**Question: does the Foreman operator ordering matter for holes in a thin CdTe/ZnTe well?**

My six-band k·p code symmetrises the off-diagonal valence terms, $H_{XY}=\tfrac12(k_xNk_y+k_yNk_x)$. I read that the proper form is $k_xN_+k_y+k_yN_-k_x$. Where do $N_\pm$ come from, and how much does the in-plane mass of the top heavy-hole subband (HH1) change in this structure?

- (001) CdTe well of width $2a=1.8$ nm (about five monolayers), strained to unstrained ZnTe barriers, abrupt interfaces at $z=\pm a$.
- Typical Luttinger parameters $(\gamma_1,\gamma_2,\gamma_3)$: CdTe $(5.29,1.89,2.46)$, ZnTe $(3.74,1.07,1.64)$.
- Spin-orbit splitting $\Delta=0.95$ eV (compiled value for CdTe, Peralta 2006), assumed equal in ZnTe. CdTe gap $E_g=1.48$ eV (300 K, compiled by Skelton 2020).
- Assumed heavy-hole well depth $V=0.20$ eV.
- Typical strain inputs: lattice constants 6.48 Å (CdTe) and 6.10 Å (ZnTe), and for CdTe $C_{12}/C_{11}=0.69$, $b=-1.2$ eV.

---

**Answer**

Conventions: $c_0=\hbar^2/2m_0=38.10$ meV nm², $k_z=-i\,d/dz$, basis $X,Y,Z$ of the $\Gamma_{15}$ valence edge (group $T_d$).

**1. Why the ordering is asymmetric**

In Burt's envelope theory all layers share one Bloch basis. Eliminating the remote bands $\nu$ for slowly varying envelopes leaves the material-dependent denominator between the two derivatives (electron energies):

$$H_{ij}=c_0k^2\delta_{ij}+\sum_{\alpha\beta}k_\alpha D^{\alpha\beta}_{ij}k_\beta,\qquad D^{\alpha\beta}_{ij}=\frac{\hbar^2}{m_0^2}\sum_\nu\frac{\langle i|p_\alpha|\nu\rangle\langle\nu|p_\beta|j\rangle}{E_v-E_\nu}.$$

The nine functions $p_\beta|j\rangle$ span $\Gamma_1+\Gamma_{12}+\Gamma_{15}+\Gamma_{25}$, each once, so $D$ is a sum of four projectors. On $(p_xX,p_yY,p_zZ)$ the trace part ($\Gamma_1$, weight $3F$) has all entries $1/3$, and the traceless part ($\Gamma_{12}$, weight $3G$) has $2/3$ on the diagonal and $-1/3$ off it. On $(p_yX,p_xY)$ the symmetric part is $\Gamma_{15}$ (weight $2H_1$) and the antisymmetric part is $\Gamma_{25}$ (weight $2H_2$; lowest polynomial $z(x^2-y^2)$, f-like). Hence

$$D^{xx}_{XX}=F+2G,\quad D^{yy}_{XX}=H_1+H_2,\quad N_+=D^{xy}_{XY}=F-G,\quad N_-=D^{yx}_{XY}=H_1-H_2 ,$$

$$H_{XY}=k_xN_+k_y+k_yN_-k_x .$$

The Luttinger parameters are defined by $c_0+F+2G=-c_0(\gamma_1+4\gamma_2)$, $c_0+H_1+H_2=-c_0(\gamma_1-2\gamma_2)$ and $N_++N_-=-6c_0\gamma_3$. The difference $N_+-N_-$ shows in the bulk only in a magnetic field, where $[k_x,k_y]=-ieB/\hbar$. With $(I_k)_{ij}=-i\epsilon_{kij}$ it gives $\mu_BB\,I_z(N_+-N_-)/2c_0$. Adding the spin term $\mu_BB\sigma_z$ and matching the state $I_z=\sigma_z=1$ to $-2\kappa\mu_BBJ_z$ at $J_z=3/2$ (cubic Zeeman term dropped) yields $(N_+-N_-)/2c_0+1=-3\kappa$, so

$$N_\pm=-c_0\,[3\gamma_3\pm(3\kappa+1)] .$$

Foreman (1993) dropped the distant $\Gamma_{25}$ bands. With $H_2=0$, $N_-=H_1$, so

$$N_-=-c_0(\gamma_1-2\gamma_2+1)\quad\Longleftrightarrow\quad 3\kappa=3\gamma_3+2\gamma_2-\gamma_1-2 .$$

**2. Numbers for the two layers**

Define $n_\pm=-N_\pm/c_0$, $M=\gamma_1-2\gamma_2$, $L=\gamma_1+4\gamma_2$.

| | $M$ | $L$ | $n_-$ | $n_+$ | $3\gamma_3$ | $\kappa$ | $N_+$ (meV nm²) | $N_-$ (meV nm²) |
|---|---|---|---|---|---|---|---|---|
| CdTe | 1.51 | 12.85 | 2.51 | 12.25 | 7.38 | 1.29 | $-466.7$ | $-95.6$ |
| ZnTe | 1.60 | 8.02 | 2.60 | 7.24 | 4.92 | 0.44 | $-275.8$ | $-99.1$ |

Nearly the whole step sits in $N_+$, which holds the conduction-band coupling $F$. Symmetrising sets $n_+=n_-=3\gamma_3$ and splits the step evenly. Since $N_+k_z+k_zN_-=\tfrac12\{N_++N_-,k_z\}+\tfrac i2(N_+-N_-)'$, the two forms differ by

$$H_{\rm int}=3c_0\,\kappa'(z)\,(k_yI_x-k_xI_y),$$

a delta function at each interface of strength $3c_0|\kappa_B-\kappa_W|\,k=2.55\,c_0k=97.2\ \text{meV nm}^2\times k$ ($W$ well, $B$ barrier).

**3. HH1 at $k=0$**

From here energies are hole energies, counted from the CdTe heavy-hole edge. The envelope is $f=A\cos qz$ inside and $f(a)e^{-\beta(|z|-a)}$ outside, with $E_1=c_0M_Wq^2=V-c_0M_B\beta^2$ and $M_Wq\tan qa=M_B\beta$. The root is

$$E_1=66.7\ \text{meV},\quad q=1.077\ \text{nm}^{-1},\quad \beta=1.479\ \text{nm}^{-1}.$$

Normalisation gives a well probability of 0.860 and $f(a)^2=0.2068$ nm⁻¹. The diagonal in-plane coefficient is $(L+M)/2=\gamma_1+\gamma_2$, equal to 7.18 in CdTe and 4.81 in ZnTe, with average $\langle\gamma_1+\gamma_2\rangle=6.85$.

**4. Coupling at first order in $k$**

For $\mathbf k\parallel x$, the state $(X+iY)\!\uparrow\!/\sqrt2$ couples at first order only to $|2\rangle=Z\!\uparrow$, through $H_{ZX}$:

$$W=\frac{c_0k}{\sqrt2}\,(k_zn_++n_-k_z).$$

Spin-orbit coupling links $|2\rangle$ to $|1\rangle=-(X+iY)\!\downarrow\!/\sqrt2$. Strain in the well is $\varepsilon_\parallel=-0.059$ and $\varepsilon_\perp-\varepsilon_\parallel=|\varepsilon_\parallel|(1+2C_{12}/C_{11})=0.140$, which raises the hole energy of $Z$ over $X,Y$ by $\Sigma=3|b|(\varepsilon_\perp-\varepsilon_\parallel)=0.50$ eV; I use this rounded value. The edge matrix on $|1\rangle,|2\rangle$ is

$$U=V_{hh}(z)\,\mathbb 1+\begin{pmatrix}0&0\\0&\Sigma(z)\end{pmatrix}+\frac{\Delta}{3}\begin{pmatrix}2&-\sqrt2\\-\sqrt2&1\end{pmatrix},$$

with $V_{hh}=0$ in the well, $V_{hh}=V$ and $\Sigma=0$ in the barrier. The light-hole edge lies at 0.27 eV in the well and at 0.20 eV in the barrier, so light holes prefer ZnTe. In the well its $Z$ weight falls from $2/3$ to 0.40, so a four-band model would not do.

Write the first-order wave function as $iku/\sqrt2$ with $u=(u_1,u_2)$ real and odd in $z$. With $D=\mathrm{diag}(M,L)$ and $K=(U-E_1)/c_0$,

$$-(Du')'+Ku=\binom{0}{s},\qquad s=(n_+f)'+n_-f' ,$$

and the dispersion $E=E_1+c_0\gamma_\parallel k^2$ has

$$\gamma_\parallel=\frac{m_0}{m_\parallel}=\langle\gamma_1+\gamma_2\rangle-\frac12\int s\,u_2\,dz .$$

Inside each layer $s=6\gamma_3f'$ for either ordering. Integrating across an interface shows that $u$, $Mu_1'$ and $Lu_2'+n_+f$ are continuous. The ordering enters only through the step $J=n_+^B-n_+^W$: $J=-5.01$ (Foreman) or $-2.46$ (symmetrised).

**5. Solution**

The particular solutions have $u_1=u_2/\sqrt2$ and

$$u_2=-\frac{6\gamma_3qA\sin qz}{6\gamma_2q^2+\Sigma/c_0}\ \ (\text{well}),\qquad u_2=\frac{\gamma_3f}{\gamma_2\beta}\ \ (z>a).$$

The homogeneous solutions follow from $\det(K-D\lambda^2)=0$, with $u_1/u_2=(\sqrt2\Delta/3c_0)/(K_{11}-M\lambda^2)$. The roots are $\lambda=0.866$ and $3.261$ nm⁻¹ in the well ($\sinh\lambda z$) and $0.759$ and $3.671$ nm⁻¹ in the barrier (decaying exponentials). Four matching conditions fix the four amplitudes.

The source is $s=6\gamma_3f'+Jf(a)[\delta(z-a)-\delta(z+a)]$ and the operator is symmetric, so the integral is quadratic in $J$. Let $u^{0}$ be the solution for $J=0$, $I_0=\int6\gamma_3f'u_2^0\,dz$, and $u_2(a)=u^0_2(a)+gJf(a)$. Then

$$\gamma_\parallel=\langle\gamma_1+\gamma_2\rangle-\tfrac12I_0-2Jf(a)u_2^0(a)-J^2f(a)^2g .$$

The matching gives $I_0/2=2.06$, $f(a)u_2^0(a)=-0.1147$ (dimensionless) and $g=0.0411$ nm.

| | $2Jfu_2^0$ | $J^2f^2g$ | $\gamma_\parallel$ | $m_\parallel/m_0$ |
|---|---|---|---|---|
| Foreman | 1.15 | 0.21 | 3.43 | 0.29 |
| symmetrised | 0.56 | 0.05 | 4.17 | 0.24 |

The $\gamma_\parallel$ column comes from unrounded terms. In this model the Foreman ordering lowers $\gamma_\parallel$ by 0.75 and makes HH1 22 % heavier in the plane. At $k=0.3$ nm⁻¹ the two parabolas differ by 2.6 meV.

**6. What limits these numbers**

- *The dropped $\Gamma_{25}$ bands.* Keeping $h_2=-H_2/c_0$ gives $n_-=M+1-2h_2$ and raises $n_+$ by $2h_2$, so only the step of $h_2$ matters. Here $d\gamma_\parallel/dJ=0.31$, and a step of 0.1 in $h_2$ moves $\gamma_\parallel$ by 0.06.
- *Strain and energy dependence of the $\gamma$'s.* Relative corrections of order $|\varepsilon_\parallel|$ amount to about 0.4 on 7.18, and the conduction-band denominator changes at order $E_1/E_g=4.5$ %. The first is over half the ordering effect. It moves both rows in the same direction, but it limits the masses to two figures at best.
- *Input spread.* Changing one $\gamma_3$ by 0.2 changes $3(\kappa_B-\kappa_W)$ by 0.6 out of 2.55.
- Bulk inversion-asymmetry terms and the interface heavy-light mixing at $k=0$ are absent from both Hamiltonians.

The masses 0.29 and 0.24 $m_0$ are therefore the model's, resting on typical and assumed inputs. The ordering term scales with the step in $\kappa$. For Ge/Si, where the same four-projector argument holds with diamond-lattice labels, typical parameters $(13.38,4.24,5.69)$ for Ge and $(4.285,0.339,1.446)$ for Si give $\kappa=3.39$ and $-0.42$. The step in $3\kappa$ is 11.4, which is 4.5 times that of CdTe/ZnTe.